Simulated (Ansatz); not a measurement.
## A series in volume scale on Sb

Results calculated with Ansatz 0.2.0, not measured. Periodic Kohn-Sham DFT of a crystal at fixed atoms, scaled to volume_scale times the given cell; pressure positive in compression, energy less spherical unpolarised free atoms, largest_vzz the field gradient of largest size among the nuclei.

The cell before it is scaled or strained (space group Pm-3m, No. 221):
```
Sb
1.0
      3.1600     0.0000     0.0000
      0.0000     3.1600     0.0000
      0.0000     0.0000     3.1600
Sb
1
Direct
  0.00000 0.00000 0.00000
```

Settings of every row: method frozen-core PAW; functional PBEsol; relativity scalar; k mesh 12x12x12; filling fermi-dirac; smearing width 0.08 eV; wave cutoff 420 eV; paw set soft_2.

Atom start moment: 0 on all atoms.

Limits: PAW files made with PBE; no spin-orbit coupling on heavy atoms.

| row | volume scale | V (Å³/atom) | pressure (GPa) |
| --- | --- | --- | --- |
| 1 | 0.94 | 29.661 | -1.83 |
| 2 | 0.96 | 30.292 | -2.874 |
| 3 | 0.98 | 30.923 | -3.801 |
| 4 | 0.99 | 31.239 | -4.225 |
| 5 | 1 | 31.554 | -4.625 |
| 6 | 1.01 | 31.87 | -5.001 |
| 7 | 1.02 | 32.186 | ? |
| 8 | 1.04 | 32.817 | -6.004 |
| 9 | 1.06 | 33.448 | -6.579 |

Question: what pressure should row 7 give?

Worked fit of pressure. Take u = (V_r/V)^(2/3) − 1 with V_r = 31.396 Å³ an atom, which is twice the finite (Eulerian) strain; such expansions in the strain, on which the Birch-Murnaghan equation of state is built, carry the rest volume and the bulk modulus. The shown rows have u = 0.03863, 0.02415, 0.01017, 0.00335, -0.00334, -0.00994, -0.02908, -0.04133. Least squares give pressure = −4.4272 + 59.611 × u + 190.27 × u² + 183 × u³ GPa; a parabola predicts inner rows, each left out in turn, worse (root mean square 0.0028 against 0.00056 GPa). The rows lie off it by 0.000, 0.000, 0.000, 0.000, -0.001, 0.000, 0.000, 0.000. The withheld row has u = -0.01643, so the fit gives −4.4272 + 59.611 × (-0.01643) + 190.27 × (-0.01643)² + 183 × (-0.01643)³ = -5.356 GPa.

The calculation gave -5.355 GPa. The fit lies 0.001 GPa (0.021 % of the column's range) below it, one unit of the last digit.
